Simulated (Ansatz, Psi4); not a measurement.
**[CF3]+ (SMILES F[C+](F)F): methods side by side**

[CF3]+ has 4 atoms, charge +1, and is taken as a singlet. As SMILES, `F[C+](F)F`. The shape is that of a PBE0-D4/def2-TZVP optimisation.

Quantity: the vertical ionisation energy (to the doublet dication), in eV. The values are calculated.

```
          level                    kind  program  value (eV)  CPU time (all runs)
   HF/def2-SVPD            Hartree–Fock   Ansatz       25.39                 14 s
 BLYP/def2-SVPD                     GGA   Ansatz       24.32                 13 s
  PBE/def2-SVPD                     GGA   Ansatz       24.39                 13 s
M06-L/def2-SVPD                meta-GGA     Psi4       24.82              2.2 min
B3LYP/def2-SVPD           global hybrid     Psi4       25.23                 59 s
BHLYP/def2-SVPD           global hybrid     Psi4       26.09                 62 s
HSE06/def2-SVPD  range-separated hybrid     Psi4       25.27              1.9 min
  MP2/def2-SVPD     perturbation theory   Ansatz       26.56                 15 s
```

The values span 24.32 to 26.56 eV. CPU times are rough (shared hosts, several kinds of processor and program).

Removing a second electron from [CF3]+ is costly in every row because the electron must leave a species that is already positive. The highest occupied orbitals of this planar ion, isoelectronic with BF3, are essentially fluorine lone pairs. The empty carbon p orbital, which governs the ion's Lewis acidity, is not the one being ionised.

Among the density functionals, the energy rises from the GGAs through B3LYP and HSE06 to BHLYP, broadly following the share of exact exchange. M06-L lies above both GGAs without any such exchange, and Hartree–Fock, with all of it, falls below BHLYP, so exchange alone does not set the order. The spread probably reflects both over-stabilisation of a hole shared among the fluorines by semilocal functionals and the pair correlation lost on ionisation, which Hartree–Fock omits and MP2 may overestimate.

The results support a very high second ionisation energy but do not single out a best value, and a vertical energy does not show whether the dication would survive C–F dissociation.
